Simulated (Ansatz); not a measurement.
## A series in volume scale on IrRu

Results calculated with Ansatz 0.2.0, not measured. Free energy against uniform scaling of the volume at fixed shape and fractions; periodic cell, basis, potentials, k mesh and filling as listed.

The cell before it is scaled or strained (space group P-6m2, No. 187):
```
CELL_PARAMETERS angstrom
2.72490 0.00000 0.00000
-1.36250 2.35980 0.00000
0.00000 0.00000 4.33070
ATOMIC_POSITIONS crystal
Ru 0.66667 0.33333 0.00000
Ir 0.00000 0.00000 0.50000
```

Settings of every row: functional PBEsol; dispersion none; potentials all-electron LAPW; k mesh 12x12x7; k shift 0x0x0; occupations fermi dirac; smearing width 0.15 eV; spin none; basis error target 0.001 eV/atom.

Limits: coarse k mesh, up to 40 meV an atom off; no spin-orbit coupling, which can matter with elements this heavy; the cell comes from a prototype or a list of computed structures and needn't be the stable phase.

| row | volume scale | V (Å³/atom) | energy above lowest point (meV/atom) |
| --- | --- | --- | --- |
| 1 | 0.94 | 13.088 | 31.8 |
| 2 | 0.97 | 13.506 | 0 |
| 3 | 1 | 13.924 | 0 |
| 4 | 1.03 | 14.341 | ? |
| 5 | 1.06 | 14.759 | 75 |

Question: what energy above lowest point should row 4 give?

Worked fit of energy above lowest point. Take u = (V_r/V)^(2/3) − 1 with V_r = 13.715 Å³ an atom, which is twice the finite (Eulerian) strain; such expansions in the strain, on which the Birch-Murnaghan equation of state is built, carry the rest volume and the bulk modulus. The shown rows have u = 0.03169, 0.01029, -0.01003, -0.04773. Least squares give energy above lowest point = −3.56 + 12 × u + 34752 × u² meV/atom; a straight line predicts inner rows, each left out in turn, worse (root mean square 34 against 0.48 meV/atom). The rows lie off it by 0.1, -0.2, 0.2, 0.0. Its lowest point lies at u = -0.0002, or V = 13.72 Å³ an atom, and the curvature there gives the bulk modulus at fixed shape and fractions, B = (4/9)(1 + u)² E″(u)/V = 361 GPa. Letting shape and atoms relax would as a rule lower it, by much in layered, chain or molecular crystals. The withheld row has u = -0.02932, so the fit gives −3.56 + 12 × (-0.02932) + 34752 × (-0.02932)² = 26.0 meV/atom.

The calculation gave 26.5 meV/atom. The fit lies 0.5 meV/atom (1.9 % of the value, 0.67 % of the column's range) below it; its largest miss of a shown row is 0.2 meV/atom.
